**Question.** I am building a two-orbital active-space Hamiltonian for the carbon dimer $\mathrm{C_BC_N}$ in hBN from Kohn–Sham levels and screened integrals. The one-body part is

$$t_{ij}=H^{\rm KS}_{ij}-\sum_{kl}\rho_{kl}\Big[(ij|kl)-\frac{\alpha}{2}(il|kj)\Big],$$

with $\rho$ spin-summed and $\alpha$ the exact-exchange fraction. I have read that by Schur's lemma this correction leaves multiplet splittings alone and only moves gaps such as $a_1$–$e$. Can I conclude that the singlet–triplet splitting of the dimer does not depend on it?

---

**Answer.** Only if the two carbons are made equivalent. In the real dimer both active orbitals carry the same irrep, the correction acquires an off-diagonal element, and the splitting changes through configuration mixing. The two-orbital model shows both cases exactly.

## Conventions and the general statement

$$\hat H=\sum_{ij\sigma}t_{ij}c^\dagger_{i\sigma}c_{j\sigma}+\frac12\sum_{ijkl\sigma\tau}(ij|kl)\,c^\dagger_{i\sigma}c^\dagger_{k\tau}c_{l\tau}c_{j\sigma},$$

with $(ij|kl)=\iint\phi_i^*(1)\phi_j(1)W(1,2)\phi_k^*(2)\phi_l(2)$, $W$ the static screened interaction, and $\rho_{kl}=\sum_\sigma\langle c^\dagger_{k\sigma}c_{l\sigma}\rangle$. Call the subtracted matrix $\Sigma_{ij}[\rho]$, so $t=H^{\rm KS}-\Sigma$. The factor $\tfrac12$ is there because exchange acts within one spin, and each spin is assigned half of $\rho$. For $\alpha=1$, $\Sigma$ is the restricted Hartree–Fock mean field of the active electrons; for $\alpha=0$ it is the Hartree term alone.

Let the active space be closed under the point group and let $W$ be invariant. Then transforming $\rho$ by a group element transforms $\Sigma[\rho]$ by the same element. If $\rho$ is totally symmetric, $\Sigma$ commutes with every representation matrix, and Schur's lemma gives

$$\Sigma=\bigoplus_\lambda \sigma^{(\lambda)}\otimes \mathbb 1_{d_\lambda},$$

where irrep $\lambda$ has dimension $d_\lambda$ and occurs $m_\lambda$ times, and $\sigma^{(\lambda)}$ is an $m_\lambda\times m_\lambda$ matrix. Three consequences follow.

1. If every $m_\lambda=1$, the many-body correction is $-\sum_\lambda\sigma_\lambda\hat N_\lambda$. It is one number on all states of a configuration (fixed shell occupations $N_\lambda$), has no element between configurations, and only moves configurations against each other.
2. If some $m_\lambda>1$, the diagonal of $\sigma^{(\lambda)}$ still acts as in case 1, so unmixed splittings inside a configuration are still untouched. The off-diagonal part moves an electron between two shells of the same irrep, which is a new coupling between configurations.
3. In either case, final splittings can change, because the two-electron terms mix configurations over energy denominators that the correction has shifted.

## The two-site model

The neutral dimer has $C_{2v}$ symmetry with the twofold axis along the C–C bond. The two carbon $p_z$ orbitals are odd under the layer plane and are not exchanged by any operation, so both transform as $b_2$ (or $b_1$, depending on the axes). This is case 2, with $m=2$.

Take orthonormal real site orbitals $\chi_1,\chi_2$ and keep only $(11|11)=(22|22)=U$ and $(11|22)=V$. Define $D=U-V$. The Kohn–Sham orbitals are

$$a=c\chi_1+s\chi_2,\qquad b=-s\chi_1+c\chi_2,\qquad p=c^2-s^2,\quad q=2cs=\sqrt{1-p^2},$$

with $H^{\rm KS}={\rm diag}(0,\Delta)$ in the $(a,b)$ basis. Site 1 is the carbon with the larger weight in the occupied orbital $a$, and $p$ is the polarity. At $p=0$ the model has an extra operation that swaps the sites, as in the $\pi$ system of ethylene, and $a$ (even) and $b$ (odd) become different irreps: case 1.

With $c_{i\mu}$ the coefficient of orbital $i$ on site $\mu$, $(ij|kl)=V\delta_{ij}\delta_{kl}+D\sum_\mu c_{i\mu}c_{j\mu}c_{k\mu}c_{l\mu}$, which gives

$$U_a=(aa|aa)=(bb|bb)=V+\tfrac D2(1+p^2),\qquad J=(aa|bb)=V+K,$$

$$K=(ab|ab)=\tfrac D2(1-p^2),\qquad L=(aa|ab)=-(bb|ab)=-\tfrac D2\,pq .$$

The closed-shell reference has $\rho_{aa}=2$ and all other elements zero, so $\Sigma_{ij}=2(ij|aa)-\alpha(ia|aj)$:

$$\Sigma_{aa}=(2-\alpha)U_a,\qquad \Sigma_{bb}=2J-\alpha K,\qquad \Sigma_{ab}=(2-\alpha)L .$$

With $U_a-J=Dp^2$ and $U_a-K=V+Dp^2$, the corrected one-body gap and coupling are

$$g\equiv t_{bb}-t_{aa}=\Delta+2Dp^2-\alpha\,(V+Dp^2),\qquad t_{ab}=-(2-\alpha)L .$$

The element $t_{ab}$ vanishes at $p=0$, as Schur's lemma demands for inequivalent irreps, and is allowed otherwise.

## Many-electron states

Two electrons give one triplet $T$ and three singlets $|a^2\rangle$, $|S\rangle$ (open shell $a^1b^1$), $|b^2\rangle$. Measure energies from $\langle a^2|\hat H|a^2\rangle=2t_{aa}+U_a$. The triplet is alone in its spin sector, so

$$E_T=g+J-K-U_a=g-K-Dp^2$$

is exact. The singlet block is

$$H_{\rm sing}=\begin{pmatrix}0&u&K\\ u&E_T+2K&w\\ K&w&2g\end{pmatrix},$$

$$u=\sqrt2\,[t_{ab}+(aa|ab)]=-\sqrt2(1-\alpha)L,\qquad w=\sqrt2\,[t_{ab}+(bb|ab)]=-\sqrt2(3-\alpha)L .$$

The diagonal already shows the unmixed statement: $S$ and $T$ belong to the same configuration $a^1b^1$ and differ by $2K$ for any $\alpha$ and any $p$. The correction enters the diagonal through $g$ only. As a test, $u=0$ at $\alpha=1$: the Fock matrix of $\hat H$ then equals $H^{\rm KS}$, which is diagonal, and Brillouin's theorem holds.

## Equivalent carbons: closed form

At $p=0$: $L=0$, $K=D/2$, $g=\Delta-\alpha V$. The state $S$ is odd under the swap and decouples. The remaining $2\times2$ block has eigenvalues $g\mp r$ with $r=\sqrt{g^2+K^2}$. Excitation energies from the ground state are

$$\Omega_T=r-K,\qquad \Omega_S=r+K,\qquad \Omega_{2}=2r,$$

so $\Omega_S-\Omega_T=2K=U-V$ exactly, after full diagonalisation, while each level follows the gap through $r$. The splitting survives mixing here because $S$ and $T$ are each the only state of their symmetry. Also, $U_a=J$ at $p=0$, so the Hartree part is a multiple of the identity and $\alpha=0$ gives the same spectrum as no correction.

All inputs are assumed, illustrative values: $U=3.0$ eV, $V=1.8$ eV, $\Delta=3.5$ eV, hence $D=1.2$ eV. Holding $\Delta$ fixed and varying $\alpha$ isolates the effect of the correction; $\alpha=0.25$ is the typical fraction of a hybrid functional such as PBE0. Energies in eV, with $K=0.600$:

| correction | $g$ | $r$ | $\Omega_T$ | $\Omega_S$ | $\Omega_S-\Omega_T$ |
|---|---|---|---|---|---|
| none or $\alpha=0$ | 3.500 | 3.551 | 2.951 | 4.151 | 1.200 |
| $\alpha=0.25$ | 3.050 | 3.108 | 2.508 | 3.708 | 1.200 |
| $\alpha=1$ | 1.700 | 1.803 | 1.203 | 2.403 | 1.200 |

This is the general statement in its simplest form: the gap moves by $\alpha V$ and the splitting does not move.

## Inequivalent carbons

Now assume weights $c^2=0.64$ and $s^2=0.36$, so $p=0.28$ and $q=0.96$. Then $U_a=2.447$, $J=2.353$, $K=0.553$, $L=-0.161$, $Dp^2=0.094$ eV, and the unmixed splitting is $2K=1.106$ eV. All three singlets are $^1A_1$, since $b_2\otimes b_2=A_1$, and nothing forbids $u$ and $w$. With $E_S^0=E_T+2K$, the singlet energies are the roots of

$$E\,(E_S^0-E)(2g-E)=E\,w^2-u^2(2g-E)-K^2(E_S^0-E)+2uwK .$$

Without any correction $g=\Delta$, $t_{ab}=0$, $u=\sqrt2L$ and $w=-\sqrt2L$. Exact diagonalisation of the model gives, in eV:

| correction | $g$ | $t_{ab}$ | $u$ | $w$ | $\Omega_T$ | $\Omega_S$ | $\Omega_S-\Omega_T$ |
|---|---|---|---|---|---|---|---|
| none | 3.500 | 0 | −0.228 | 0.228 | 2.911 | 4.018 | 1.107 |
| $\alpha=0$ | 3.688 | 0.323 | 0.228 | 0.684 | 3.090 | 4.060 | 0.970 |
| $\alpha=0.25$ | 3.215 | 0.282 | 0.171 | 0.627 | 2.619 | 3.589 | 0.971 |
| $\alpha=1$ | 1.794 | 0.161 | 0 | 0.456 | 1.232 | 2.209 | 0.977 |

Switching on the Hartree correction lowers the model's splitting by 0.137 eV. Second-order perturbation theory in $u$ and $w$ shows where this comes from:

$$\Omega_S-\Omega_T\approx 2K+\frac{u^2}{E_S^0}-\frac{w^2}{2g-E_S^0}.$$

At $\alpha=0$, $E_S^0=4.147$ eV and $2g-E_S^0=3.229$ eV, so the push up from $a^2$ is 0.013 eV and the push down from $b^2$ is 0.145 eV. The estimate is 0.973 eV against the exact 0.970 eV; the remainder is of higher order and includes the mixing of $a^2$ with $b^2$ through $K$. The correction triples $|w|$, so at a fixed denominator it multiplies the downward push by nine. The near constancy of the splitting from $\alpha=0$ to $1$ is no symmetry effect: $w$ and the denominator $2g-E_S^0=g-K+Dp^2$ both fall with $\alpha$, and for these inputs the two changes almost compensate.

The site basis gives the physical picture. The reference density has $n_1-n_2=2p=0.56$, and its Hartree field raises site 1 relative to site 2 by $D(n_1-n_2)=0.672$ eV. The Kohn–Sham polarity already contains this repulsion. Subtracting it restores a larger bare site asymmetry, and the many-body Hamiltonian then supplies the repulsion once. A site asymmetry does not commute with the bonding–antibonding basis, which is the origin of $t_{ab}$.

## Comparison with an $a_1+e$ centre

The same $U,V$ interaction on three equivalent sites ($C_{3v}$, orbitals $a_1+e$, each irrep once) gives case 1 with a degenerate shell. For $a_1^2e^2$ with one electron in each $e$ orbital, the spin-summed $\rho$ has $4/3$ on the diagonal and $1/3$ off it in the site basis. The Hartree part and the on-site exchange are multiples of the identity. The intersite exchange is $-\alpha V/6$ on every bond, with eigenvalues $-\alpha V/3$ ($a_1$) and $+\alpha V/6$ (twice, $e$). Hence

$$\sigma_e-\sigma_{a_1}=\alpha V/2,$$

the $e$ pair stays degenerate, and the $a_1$–$e$ gap shrinks by $\alpha V/2$. The multiplets of $a_1^2e^2$ keep their unmixed spacings. Those that share a symmetry with states of another configuration can still move by consequence 3.

The symmetric $\rho$ is essential. With $\rho$ from $a_1^2e_x^2$, where $e_x=(2,-1,-1)/\sqrt6$ and $e_y=(0,1,-1)/\sqrt2$, one finds

$$\Sigma_{xx}-\Sigma_{yy}=\tfrac23D-\alpha\,(V+\tfrac13D),$$

which is 0.800 eV at $\alpha=0$ for the $U$ and $V$ above. That splitting would be written into $t$ and would break the degeneracy of $E$ states unless $H^{\rm KS}$ carried the same splitting.

## What the formula does and does not remove

If $H^{\rm KS}$ were $h+\Sigma[\rho]$, built with the same $W$, $\alpha$ and $\rho$, then $t=h$ identically. $\Delta$ would grow with $\alpha$ (by $\alpha V$ at $p=0$) and the spectrum would not depend on the starting point. So $\alpha$ must match the functional that produced $\Delta$. The $\alpha=1$ rows above, which pair a fixed $\Delta$ with a full exchange subtraction, measure sensitivity and are not a consistent calculation.

Three omitted terms can rival the 0.137 eV effect.

- A real hybrid builds exchange from the unscreened or range-separated Coulomb interaction, whereas $\Sigma$ uses $W$. At $p=0$ and $\alpha=0.25$, each 1 eV by which the intersite interaction in the functional exceeds $V$ leaves 0.25 eV unsubtracted in $g$.
- The semilocal exchange-correlation potential stays in $t$. It has the symmetry of the defect, so it obeys the same Schur structure, but this model cannot fix its size.
- Unequal on-site terms $U_{1,2}=U\pm\delta$ change $L$ to $-\tfrac q2(Dp+\delta)$. A $\delta$ as large as $Dp=0.336$ eV doubles or cancels $L$, and a nonzero $\delta$ gives $\Sigma_{ab}\ne0$ even at $p=0$.

The numbers are the model's, not the material's. The inputs were chosen so that the $\alpha=0$ singlet lies near the typical 4.1 eV ultraviolet zero-phonon line often attributed to this defect, so that proximity tests nothing; $\Omega_S$ is moreover a vertical energy, and the inconsistent $\alpha=1$ rows fall to roughly half of that typical value.

For the dimer, then, the unmixed singlet–triplet splitting $2K$ is independent of the correction in all cases. The diagonalised splitting is independent of it when the two orbitals belong to different irreps, and in $C_{2v}$ they do not. There $\Sigma_{ab}$ must be kept: in this model the splitting goes from 1.107 eV without the correction to 0.970 eV with the Hartree correction.